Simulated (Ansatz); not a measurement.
## A van 't Hoff estimate for SiH2(CH3)(NH2) ⇌ SiH2(NH2) + CH3

Species: SiH2(CH3)(NH2), singlet; SiH2(NH2), doublet; CH3 (methyl radical) `[CH3]`, doublet. 

The electronic reaction energy at CCSD(T)/CBS estimate is +392.2 kJ/mol. Shapes: PBE0-D4/def2-TZVP. Flexible molecules stand in one conformer, not always the lowest. Programs: Ansatz 0.2.0. Enthalpy and entropy come from rigid-rotor, harmonic-oscillator sums on unscaled PBE0-D4/def2-TZVP wavenumbers, ideal gases at 1 bar. Symmetry numbers: SiH2(CH3)(NH2) 1, SiH2(NH2) 1, CH3 6. R = 8.3145 J/(mol K).

| T (K) | ΔH (kJ/mol) | ΔS (J/(mol K)) |
| --- | --- | --- |
| 800 | +374.1 | +153.6 |
| 1100 | +370.7 | +150.0 |
| 1400 | ? | ? |

Work out ln K at 800 and 1100 K, and from these estimate it at 1400 K.


1. 800 K: ΔG = +374.1 − 800 × (+153.6)/1000 = +251.2 kJ/mol; ln K = −ΔG/RT = -37.77.
2. 1100 K: ΔG = +370.7 − 1100 × (+150.0)/1000 = +205.7 kJ/mol; ln K = −ΔG/RT = -22.49.
3. Slope against 1000/T: (-22.49 − (-37.77))/(0.9091 − 1.2500) = -44.82, that is −ΔH/R with ΔH near +373 kJ/mol.
4. 1400 K: ln K = -37.77 + (-44.82) × (0.7143 − 1.2500) = -13.76.

The full sums give ΔH = +366.6 kJ/mol, ΔS = +146.7 J/(mol K), ΔG = +161.2 kJ/mol and ln K = -13.85 at 1400 K, so the line is off by +0.09 in ln K; without rounding the miss is +0.09, from the change of ΔH with temperature. The reactants are favoured over this whole range. The number of molecules rises, which sets the sign of ΔS, and lower pressure favours the products. An error of 10 kJ/mol in the energy moves ln K by 0.9 at 1400 K. Soft modes are treated as harmonic, which can err either way at these temperatures; the lowest are those of SiH2(CH3)(NH2) (145 cm⁻¹), SiH2(NH2) (236 cm⁻¹). Other conformers aren't counted. Open shells run unrestricted. The CBS estimate extrapolates MP2 from def2-TZVPP and def2-QZVPP and adds CCSD(T) − MP2 in the triple-zeta set, cores frozen.

The reaction is homolysis of the Si–C bond, and its large enthalpy is the cost of unpairing a strong, somewhat polar σ bond with no new bond formed in return. Most of the drop from the electronic energy to ΔH probably reflects zero-point energy lost with the Si–C stretch and the methyl rocking modes. Heating raises ln K because the reaction is endothermic, while the translational and rotational freedom of two separate fragments supplies the positive entropy that offsets much of the bond cost.

Both ΔH and ΔS decline with temperature: vibrations of the parent become translations and rotations of the fragments, which store less heat once those vibrations are thermally excited. The true curve therefore rises less steeply than the extrapolated line, which ends slightly too high. An unfavourable equilibrium constant doesn't rule out decomposition, since later reactions can consume the radicals, and these data give neither the rate of Si–C cleavage nor its share against molecular elimination.
